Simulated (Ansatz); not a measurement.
# Ligand exchange: C2H5ClSn + CH5N → C2H7NSn + CH3Cl

Species: C2H5ClSn `C[CH2][Sn][Cl]`, singlet; CH5N (methylamine) `CN`, singlet; C2H7NSn `C[CH2][Sn][NH2]`, singlet; CH3Cl (chloromethane) `CCl`, singlet. The partners trade Cl for NH2: Sn–Cl and C–NH2 bonds give way to Sn–NH2 and C–Cl.

Shapes, held fixed at every level: PBE0-D4/def2-TZVP. Flexible molecules stand in one conformer, not always the lowest. Programs: Ansatz 0.2.0. The zero-point and thermal change to 298 K, harmonic and unscaled (PBE0-D4/def2-TZVP), is -5.5 kJ/mol.

```tsv
level	kind	ΔH(298 K) (kJ/mol)	less CCSD(T)/def2-TZVPP
HF/def2-SVP	Hartree–Fock	+111.7	+44.0
B3LYP-D4/def2-TZVPP	global hybrid	+75.4	+7.7
r2SCAN0-D4/def2-TZVPP	global hybrid	+77.5	+9.8
wB97X-V/def2-TZVPP	range-separated hybrid	+74.4	+6.7
MP2/def2-SVP	perturbation theory	+82.0	+14.3
CCSD/def2-SVP	coupled cluster or CI	+88.2	+20.5
CCSD(T)/def2-TZVPP	coupled cluster or CI	+67.7	0.0
```

The highest level, CCSD(T)/def2-TZVPP, gives ΔH(298 K) = +67.7 kJ/mol; the levels span +67.7 to +111.7. The column of differences is taken from that level and isn't an error. No measured value is set beside it here. For atoms past krypton def2 sets carry core potentials with scalar relativity. Outer-core shells of Sn are correlated in most correlated rows, in sets that cover them unevenly. CCSD(T)/def2-TZVPP lies outside the range of all other levels here, so it shouldn't be taken on trust.

The exchange is endothermic at every level, so chloride favours tin and the amino group favours carbon. This fits the bond types. Tin is electropositive and forms a strong, very polar bond to chlorine, while carbon binds nitrogen more strongly than chlorine, with better overlap between compact valence orbitals of similar size. Donation from the nitrogen lone pair into the formally empty 5p orbital of the stannylene should stabilise the amide product, but evidently not enough to reverse the preference.

Within def2-SVP, correlation lowers the enthalpy from +111.7 kJ/mol in Hartree–Fock to +82.0 in MP2 and +88.2 in CCSD, so it favours the products. The further drop to CCSD(T)/def2-TZVPP can't be assigned to triples alone, since the basis changes too. The three density functionals agree closely, which supports the sign and rough size of the enthalpy more than its exact value. Because two molecules give two, entropy probably does little to offset the cost, but coordination of free methylamine to tin, a plausible competing reaction, isn't tested.
